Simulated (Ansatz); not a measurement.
# Y: the change of pressure and energy less free atoms with volume per atom

Results calculated with Ansatz 0.2.0, not measured. Periodic Kohn-Sham DFT of a crystal at fixed atoms; pressure and stress are positive in compression; the energy is the free energy less that of spherical unpolarised free atoms; site moments are those in the method's own spheres, positive along +z.

Cell of the first row (space group P6_3/mmc, No. 194):
```
Y
1.0
      3.5770     0.0000     0.0000
     -1.7885     3.0977     0.0000
      0.0000     0.0000     5.6301
Y
2
Direct
  0.33333 0.66667 0.25000
  0.66667 0.33333 0.75000
```

Settings of every row: method all-electron LAPW; functional LDA; relativity scalar; k mesh 12x12x7; filling fermi-dirac; smearing width 0.08 eV; basis error target 0.25 meV/atom; nucleus gaussian.

Atom start moment: 0 on all atoms.

```
row  volume per atom (Å³)  pressure (GPa)  energy less free atoms (eV/atom)
  1                31.192          -1.678                           -5.1269
  2                31.856          -2.486                           -5.1182
  3                32.519          -3.229                           -5.1063
  4                32.851          -3.577                           -5.0993
  5                33.183           -3.91                           -5.0915
  6                33.515           -4.23                           -5.0831
  7                33.847          -4.535                            -5.074
  8                 34.51               ?                                 ?
  9                35.174           -5.63                           -5.0318
```

Question: what pressure and energy less free atoms should row 8 give?

Worked fit of pressure. Take u = (V_r/V)^(2/3) − 1 with V_r = 33.017 Å³ an atom, which is twice the finite (Eulerian) strain; such expansions in the strain, on which the Birch-Murnaghan equation of state is built, carry the rest volume and the bulk modulus. The shown rows have u = 0.03863, 0.02415, 0.01018, 0.00337, -0.00334, -0.00993, -0.01642, -0.04131. Least squares give pressure = −3.7454 + 49.713 × u + 98.91 × u² GPa; a straight line predicts inner rows, each left out in turn, worse (root mean square 0.048 against 0.00076 GPa). The rows lie off it by -0.001, 0.001, 0.000, 0.000, 0.000, -0.001, 0.000, 0.000. The withheld row has u = -0.02905, so the fit gives −3.7454 + 49.713 × (-0.02905) + 98.91 × (-0.02905)² = -5.106 GPa.

The calculation gave -5.107 GPa. The fit lies 0.001 GPa (0.025 % of the column's range) above it, one unit of the last digit.

Worked fit of energy less free atoms. Take u = (V_r/V)^(2/3) − 1 with V_r = 33.017 Å³ an atom, which is twice the finite (Eulerian) strain; such expansions in the strain, on which the Birch-Murnaghan equation of state is built, carry the rest volume and the bulk modulus. The shown rows have u = 0.03863, 0.02415, 0.01018, 0.00337, -0.00334, -0.00993, -0.01642, -0.04131. Least squares give energy less free atoms = −5.09548 − 1.1571 × u + 9.095 × u² − 5.1 × u³ eV/atom; a parabola predicts inner rows, each left out in turn, worse (root mean square 8.1e-05 against 2.3e-05 eV/atom). All shown rows lie on it to the printed digit. The withheld row has u = -0.02905, so the fit gives −5.09548 − 1.1571 × (-0.02905) + 9.095 × (-0.02905)² − 5.1 × (-0.02905)³ = -5.0541 eV/atom.

The calculation gave -5.054 eV/atom. The fit lies 0.0001 eV/atom (0.11 % of the column's range) below it, one unit of the last digit.
